**Q.** I have the vibrational wavenumbers of H₂Ge(NH₂)Cl and need those of the tin compound. Can I get them with a pocket calculator?

**A.** For most modes, to a few per cent. Both molecules have been calculated with the PBE0-D4 functional, so a hand rule can be checked against the tin column. In the table, * is the central atom (M below), the modes are numbered by rising wavenumber, and "Sn over Ge" is the ratio of the two columns. The ratios fall into bands: about 1 for modes 11, 14 and 15, 0.90 for modes 12 and 13, near 0.8 for most of modes 3 to 10, and lower for modes 1 and 2.

Unscaled harmonic wavenumbers of H₂*(NH₂)Cl with * = Ge or Sn, calculated with Ansatz 0.2.0 at the PBE0-D4/def2-TZVP level for minima optimised at the same level. All modes are listed in rising order and matched between the two molecules by that order alone, so the modes in a row can differ in character.

```tsv
mode	* = Ge (cm⁻¹)	* = Sn (cm⁻¹)	Sn over Ge
1	185.2	89.6	0.48
2	232.9	154.2	0.66
3	404.4	339.9	0.84
4	486.0	383.9	0.79
5	558.4	392.4	0.70
6	680.3	537.7	0.79
7	716.9	626.5	0.87
8	801.3	653.2	0.82
9	852.3	683.3	0.80
10	933.7	848.0	0.91
11	1585.1	1562.2	0.99
12	2191.5	1964.4	0.90
13	2201.7	1977.4	0.90
14	3566.4	3579.4	1.00
15	3661.2	3683.2	1.01
```

**Q.** Tin is heavier. Isn't this just √(72.6/118.7) = 0.782?

**A.** That factor resembles the band near 0.8, but it would apply only if the central atom did all the moving. When a bond stretches, the lighter partner moves more, and against hydrogen the heavy atom nearly stands still. A bond M–X vibrates at a wavenumber ν̃ ∝ √(k/μ), where k is the force constant and μ = m_M·m_X/(m_M + m_X) the reduced mass, which lies close to the lighter mass when the two masses differ greatly. Going from Ge to Sn, the mass factor √(μ_Ge/μ_Sn) is 0.997 for M–H and 0.934 for M–Cl.

The whole molecule can be tested without knowing which mode is which. The Teller–Redlich product rule gives the product of all fifteen ratios when the mass of M changes while geometry and force constants stay those of the Ge compound, and that product is 0.840. The table's product is 0.049, and still 0.153 without the two lowest modes. On a logarithmic scale mass supplies 6 % of the total fall, so the rest comes from a softer force field and a changed shape.

**Q.** Then what sets the bands?

**A.** The bands follow whether a motion involves the bonds to M, and whether it stretches or bends them. The table holds no mode characters, so I assign them by range, in the standard way. Modes 14 and 15 are N–H stretches and mode 11 is the NH₂ scissor. They take place inside the amino group and hardly feel the central atom. Copying the Ge value reproduces these three spectators within 1.5 % of the Sn value.

Modes 12 and 13 are the M–H stretches. Since mass moves them by only 0.3 %, their 10 % fall must lie in k. Treating the pair as one diatomic oscillator gives k = 283 N/m for Ge–H and 229 N/m for Sn–H. Standard bonding theory links this to size: tin's larger valence orbitals make a longer bond with a flatter potential well.

The optimised geometries give M–H lengths r of 1.53 and 1.70 Å, so define s = r(Ge–H)/r(Sn–H) = 0.900. Writing k ∝ r⁻ⁿ, these two modes give n = 2.00 ± 0.04, the uncertainty coming from the rounding of the coordinates. Then ν̃ ∝ √k ∝ 1/r, and an M–H stretch scales with s. The exponent is an empirical one from a single pair of elements. Ge is treated with all electrons and no relativity, Sn with a relativistic core potential, and any imbalance between the two treatments sits inside n.

**Q.** And the band near 0.8?

**A.** Counting coordinates says what it must contain: four MH₂ deformations, two motions of the NH₂ group as a whole, and the M–N and M–Cl stretches, if torsion and skeletal bend are the lowest two. In a bend at M, a hydrogen swings on an arm of length r, so its moment of inertia is m_H·r² and ν̃ ∝ √(k_θ/(m_H r²)), with k_θ the angular stiffness. The longer arm alone gives one factor of s. Modes 4, 6, 8 and 9 have ratios of 0.79 to 0.82, close to s² = 0.810. A second factor of s would follow if those four are the MH₂ bends and k_θ, like the stretching constant k, falls by the factor s². That is my guess, read off the ratios and not derived.

**Q.** State the rule and work it.

**A.** The rule is ν̃(Sn) = sᵖ·ν̃(Ge). Take p = 0 for motions inside NH₂, p = 1 for M–H stretches, and p = 2 for Ge wavenumbers between 300 and 1000 cm⁻¹. The factor s comes from geometry, while the integer powers were chosen by looking at this table.

For mode 12, s = 1.53/1.70 = 0.900 and p = 1, so the estimate is 2191.5 × 0.900 = 1972 cm⁻¹. The calculation gives 1964.4, an error of +0.4 % of that value. Modes 12 and 13 fixed the exponent, so this agreement is a calibration and no test.

For mode 9, p = 2 and the estimate is 852.3 × 0.810 = 690 cm⁻¹. The calculation gives 683.3, so the estimate is 1.0 % high. This mode is among those that suggested p = 2, and it is one of the best in the band.

**Q.** So what accuracy should I count on?

**A.** Over modes 3 to 15 the mean absolute error is 3.6 % of the calculated Sn value, and within the band of modes 3 to 10 it is 5.5 %. One common factor, fitted to modes 3 to 15, leaves 8.6 %, so sorting by type of motion is what pays. All of this is agreement with the data that suggested the powers. The errors are listed mode by mode in the printed output after this text.

The rule needs both M–H lengths, and these can be estimated too. Rough recalled covalent radii of 1.2 Å (Ge), 1.4 Å (Sn) and 0.3 Å (H) give s = 1.5/1.7 = 0.882. The mean error over modes 3 to 15 then rises to 4.6 %. Both columns are harmonic, and harmonic values lie a few per cent above observed fundamentals, an offset as large as the rule's own error.

The zero-point energy, a sum over all modes, comes out better than most single modes. With p = 2 applied to modes 1 and 2 as well, the rule gives 104.7 kJ/mol against the calculated 104.5. The high modes carry most of that sum and are well described, while the overestimates for modes 1, 2 and 5 offset the underestimates for modes 7 and 10. The 0.2 kJ/mol is therefore no measure of the rule's quality.

**Q.** Why is the band so much rougher than the stretches?

**A.** One power is being applied to eight motions of different kinds, matched by order alone, so a row need not compare like with like. The worst cases are mode 5 at +15 %, mode 10 at −11 % and mode 7 at −7 %. If mode 7 is the M–N stretch, and if its force constant also goes as r⁻², the M–N length ratio and the mass factor for NH₂ moving as one unit give 0.909 × 0.964 = 0.876, and the table's ratio is 0.87. I made that assignment after seeing the misfit, so it remains a guess. Nor is it a general recipe: if mode 3 is taken as the M–Cl stretch and treated in the same way, its error only changes from −3.7 % to +3.8 %.

**Q.** Where must I not use the rule?

**A.** Do not use it below 300 cm⁻¹ in the Ge column, where p = 2 overshoots mode 1 by 67 % and mode 2 by 22 %. The two molecules are different conformers. About the M–N axis the N–H bonds lie at 64° to Cl in the Ge compound and at 114° in the Sn compound. With nitrogen pyramidal in both, its lone pair points away from Cl in the staggered Ge structure and towards the same side as Cl in the Sn structure, where N–H nearly eclipses Sn–H. Both are minima, and either may lie above another conformer.

The wavenumber of a torsion reflects the curvature of a shallow rotational well. That curvature depends on which well the molecule sits in, and no bond length encodes it. I suspect the conformer change lies behind much of the misfit of modes 1, 2 and 5, but these runs vary element and conformer together and leave that untested. The same mixing can touch every ratio in the table. The 10 % fall of the M–H stretches, which goes with a clearly longer bond, is the trend I trust most. For other pairs of elements or other ligands, the powers are untested.

The analysis program printed:

```
Ge: M-H 1.53, M-N 1.81, M-Cl 2.18 A; |Cl-M-N-H| 64, 64 deg; angle sum at N 338 deg
Sn: M-H 1.70, M-N 2.00, M-Cl 2.33 A; |Cl-M-N-H| 114, 114 deg; angle sum at N 343 deg
length ratios Ge/Sn: M-H s = 0.900 (+-0.002 from coordinate rounding), s^2 = 0.810; M-N 0.909; M-Cl 0.934
diatomic mass factors: M-H 0.9973, M-NH2 0.964, M-Cl 0.934; sqrt(mGe/mSn) 0.782
M-H, rows 12-13: k 283 -> 229 N/m (-19.1 %); k ~ r^-n, n = 2.00 +- 0.04
mode  Ge      Sn    Sn/Ge  p  estimate  diff(1/cm)  error %  refined error %
  1   185.2    89.6  0.484  2      150       +60     +67.4     +67.4
  2   232.9   154.2  0.662  2      189       +34     +22.3     +22.3
  3   404.4   339.9  0.841  2      327       -12      -3.7      +3.8
  4   486.0   383.9  0.790  2      393       +10      +2.5      +2.5
  5   558.4   392.4  0.703  2      452       +60     +15.2     +15.2
  6   680.3   537.7  0.790  2      551       +13      +2.4      +2.4
  7   716.9   626.5  0.874  2      580       -46      -7.4      +0.3
  8   801.3   653.2  0.815  2      649        -4      -0.7      -0.7
  9   852.3   683.3  0.802  2      690        +7      +1.0      +1.0
 10   933.7   848.0  0.908  2      756       -92     -10.9      +0.1
 11  1585.1  1562.2  0.986  0     1585       +23      +1.5      +1.5
 12  2191.5  1964.4  0.896  1     1972        +8      +0.4      +0.4
 13  2201.7  1977.4  0.898  1     1981        +4      +0.2      +0.2
 14  3566.4  3579.4  1.004  0     3566       -13      -0.4      -0.4
 15  3661.2  3683.2  1.006  0     3661       -22      -0.6      -0.6
table rounding 0.05 1/cm, at most 0.06 % of any value
rule s^p: rows 3-15 mean |error| 3.6 %, worst row 5 +15.2 %; rows 1, 2 +67, +22 %
refined rows 3, 7, 10: rows 3-15 mean |error| 2.2 %, worst row 5 +15.2 %; rows 1, 2 +67, +22 %
s = 0.882 from rough radii: rows 3-15 mean |error| 4.6 %, worst row 10 -14.3 %; rows 1, 2 +61, +18 %
one factor 0.866: rows 3-15 mean |error| 8.6 %, worst row 5 +23.2 %; rows 1, 2 +79, +31 %
sqrt(mGe/mSn) for all: rows 3-15 mean |error| 10.9 %, worst row 15 -22.3 %; rows 1, 2 +62, +18 %
rows 3-10: mean |error| 5.5 % (refined 3.3 %); sums 5433 -> 4465, ratio 0.822
M-Cl estimate 353 1/cm vs Sn rows 3, 4, 5: +3.8 %, -8.1 %, -10.1 %
effective p = ln(ratio)/ln(s), rows 1-10: 6.9 3.9 1.6 2.2 3.3 2.2 1.3 1.9 2.1 0.9
product of 15 ratios: table 0.049, rows 3-15 0.153; mass alone (product rule, Ge geometry) 0.840
mass share of ln(product): 6 % of all rows
zero-point energy kJ/mol: Ge 114.0, Sn 104.5, rule 104.7 (+0.2); ratio Sn/Ge 0.917
N-H shifts rows 11, 14, 15: -22.9, +13.0, +22.0 1/cm
```
